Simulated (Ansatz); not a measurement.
RhN₂: energy above lowest point against volume scale

Results calculated with Ansatz 0.2.0, not measured. Free energy against uniform scaling of the volume at fixed shape and fractions; periodic cell, basis, potentials, k mesh and filling as listed.

The cell before it is scaled or strained (space group Pnnm, No. 58):
```
CELL_PARAMETERS angstrom
4.08750 0.00000 0.00000
0.00000 4.91770 0.00000
0.00000 0.00000 2.83450
ATOMIC_POSITIONS crystal
Rh 0.50000 0.50000 0.50000
Rh 0.00000 0.00000 0.00000
N 0.37851 0.91494 0.50000
N 0.62149 0.08506 0.50000
N 0.12149 0.41494 0.00000
N 0.87851 0.58506 0.00000
```

Settings of every row: functional LDA; dispersion none; potentials PAW; wave cutoff 489.8 eV; density cutoff 1959.2 eV; k mesh 6x5x8; k shift 0x0x0; occupations methfessel paxton; smearing width 0.1 eV; spin none.

Limits: coarse k mesh, up to 40 meV an atom off; spin left out beside an open d shell; the cell comes from a prototype or a list of computed structures and needn't be the stable phase.

```csv
row,volume scale,V (Å³/atom),energy above lowest point (meV/atom)
1,0.88,8.357,32.1
2,0.92,8.736,0
3,0.96,9.116,5.5
4,1,9.496,40.5
5,1.04,9.876,98.7
6,1.08,10.256,174.8
7,1.12,10.636,?
```

Question: what energy above lowest point should row 7 give?

Worked fit of energy above lowest point. Take u = (V_r/V)^(2/3) − 1 with V_r = 9.306 Å³ an atom, which is twice the finite (Eulerian) strain; such expansions in the strain, on which the Birch-Murnaghan equation of state is built, carry the rest volume and the bulk modulus. The shown rows have u = 0.07434, 0.04304, 0.01385, -0.01338, -0.03886, -0.06275. Least squares give energy above lowest point = 19.77 − 1296.9 × u + 19152 × u² + 7069 × u³ meV/atom; a parabola predicts inner rows, each left out in turn, worse (root mean square 0.73 against 0.045 meV/atom). All shown rows lie on it to the printed digit. Its lowest point lies at u = 0.0332, or V = 8.86 Å³ an atom, and the curvature there gives the bulk modulus at fixed shape and fractions, B = (4/9)(1 + u)² E″(u)/V = 341 GPa. Letting shape and atoms relax would as a rule lower it, by much in layered, chain or molecular crystals. The withheld row has u = -0.08521, so the fit gives 19.77 − 1296.9 × (-0.08521) + 19152 × (-0.08521)² + 7069 × (-0.08521)³ = 265.0 meV/atom.

The calculation gave 264.8 meV/atom. The fit lies 0.2 meV/atom (0.076 % of the column's range) above it; its largest miss of a shown row is 0.0 meV/atom. This row lies beyond the range of the fit.
